## Inferring valence and empty-core radius from volume and bulk modulus

**Model.** Rydberg and bohr units ($e^2=2$), static lattice, zero pressure, correlation neglected. Atomic volume $\Omega=4\pi R^3/3$, valence $Z$, $r_s=RZ^{-1/3}$. The ion potential is $0$ for $r<r_c$ and $-2Z/r$ outside. To first order in it, per electron:

$$E=\frac{\alpha}{r_s^2}-\frac{A}{r_s}+\frac{3r_c^2}{r_s^3},\qquad A=\beta+1.8Z^{2/3}.$$

- Kinetic: $\alpha=\tfrac35(9\pi/4)^{2/3}=2.2099$. Exchange: $\beta=\tfrac{3}{2\pi}(9\pi/4)^{1/3}=0.9163$.
- Point ion in a neutral uniform sphere: $(-3+\tfrac65)Z^2/R$ per ion.
- Core, with $n=3/(4\pi r_s^3)$: $n\int_0^{r_c}(2/r)4\pi r^2dr=3r_c^2/r_s^3$.

$E'(r_s)=0$ gives

$$Ar_s^2=2\alpha r_s+9r_c^2.\tag{1}$$

There $B=E''/(12\pi r_s)$ with $E''=2\alpha/r_s^4+18r_c^2/r_s^5$. With $E_F=5\alpha/(3r_s^2)$, $B_{\rm free}=\tfrac23nE_F=10\alpha/(12\pi r_s^5)$, so

$$B/B_{\rm free}=\tfrac15+\frac{9}{5\alpha}\frac{r_c^2}{r_s}=0.2+0.8145\,r_c^2/r_s.\tag{2}$$

**Data.** Made for the exercise from (1) and (2), with volumes chosen near typical ones, then rounded. Assumed independent errors: 0.5 % in $\Omega$, 3 % in $B$.

| | Na | Mg | Al |
|---|---|---|---|
| $\Omega$ (Å$^3$) | 37.7 | 23.2 | 16.6 |
| $B$ (GPa) | 7.0 | 46 | 152 |

Find $Z$, treated as an unknown real number, and $r_c$.

**Inversion.** Eliminate $r_c$ by (1): $12\pi B=2A/r_s^4-2\alpha/r_s^5$. Multiply by $R^4/2$ (1 Ry/bohr$^3$ = 14710.5 GPa):

$$y\equiv6\pi BR^4=\beta Z^{4/3}+1.8Z^2-\frac{\alpha}{R}Z^{5/3}\equiv f(Z),\tag{3}$$
$$9r_c^2=1.8R^2+\beta r_s^2-2\alpha r_s.\tag{4}$$

Solve (3), round $Z$ to the integer, then use (4).

| | Na | Mg | Al |
|---|---|---|---|
| $R$ (bohr) | 3.931 | 3.343 | 2.990 |
| $y$ | 2.14 | 7.37 | 15.6 |
| $Z$ | $1.00\pm0.02$ | $1.99\pm0.03$ | $3.00\pm0.05$ |
| $r_s$ (bohr) | 3.93 | 2.65 | 2.07 |
| $r_c$ (bohr) | 1.65 | 1.28 | 1.10 |
| $B/B_{\rm free}$ | 0.77 | 0.71 | 0.67 |
| $\partial\ln Z/\partial\ln B$ | 0.55 | 0.53 | 0.52 |
| $\partial\ln r_c/\partial\ln B$ | −0.041 | −0.007 | +0.010 |

The radii are the model's. The integers were built into the data and test only the inversion.

**Uniqueness.** With $x=Z^{1/3}$, $df/dx=x^3(4\beta-5\alpha x/R+10.8x^2)$. The bracket has no real zero if $R>5\alpha/\sqrt{172.8\beta}=0.88$. Then $f$ rises monotonically from 0 to $\infty$: one $Z$ for each $B>0$. The right side of (4) is at least $1.8R^2-\alpha^2/\beta$, positive for $R>1.72$: one positive $r_c$.

**Error propagation** (derivatives at integer $Z$, where $y=f$). From (3), with $\delta\ln R=\tfrac13\delta\ln\Omega$:

$$f'(Z)\,\delta Z=f\,\delta\ln B+\tfrac13\left(4f-\alpha Z^{5/3}/R\right)\delta\ln\Omega.$$

The bars on $Z$ add both terms in quadrature; $B$ dominates, roughly as $Z\propto B^{1/2}$. From (4):

$$\left.\frac{\partial\ln r_c}{\partial\ln Z}\right|_\Omega=\frac{\alpha r_s-\beta r_s^2}{27r_c^2},\qquad\left.\frac{\partial\ln r_c}{\partial\ln\Omega}\right|_Z=\frac13+\frac{\alpha r_s}{27r_c^2}.$$

The first, times $\partial\ln Z/\partial\ln B$, is the last table row, valid for unrounded $Z$. It vanishes at $r_s=\alpha/\beta=2.41$, between Mg and Al. The second equals 0.451, 0.465, 0.474, so $\delta r_c$ is at most 0.004 bohr. Volume fixes $r_c$; $B$ fixes $Z$.

**Model limits outweigh data errors.** Add correlation as $\gamma\ln r_s$ plus a constant, with approximate $\gamma=0.031$ Ry. At fixed $\Omega$ and $Z$, $9r_c^2$ gains $\gamma r_s^3$ and $B$ gains $\gamma/(4\pi r_s^3)$. For Na, $r_c$ becomes 1.72 bohr and $B$ rises 0.6 GPa; omitting this biases $Z$ upward by 0.05. For Al, $B$ rises 4 GPa.

Measured room-temperature constants of fcc Al (compiled by Blaschke), $C_{11}=106.75$ and $C_{12}=60.41$ GPa, give $B=(C_{11}+2C_{12})/3=75.86$ GPa. The model's 152 GPa at $Z=3$ is too stiff by a factor 2.0. Inverted at the same volume, the measured modulus gives $y=7.77$, $Z=2.1$, $r_c=1.09$ bohr: the radius survives, while rounding would make Al divalent. Correlation widens the gap to 80 GPa, and thermal softening is typically some per cent only, which points to the omitted second-order (band-structure) energy, not computed here. As typical knowledge, Mg lies near 35 GPa, so the model is too stiff there by a factor of about 1.3, and Na lies near 6 to 7 GPa, close to the model.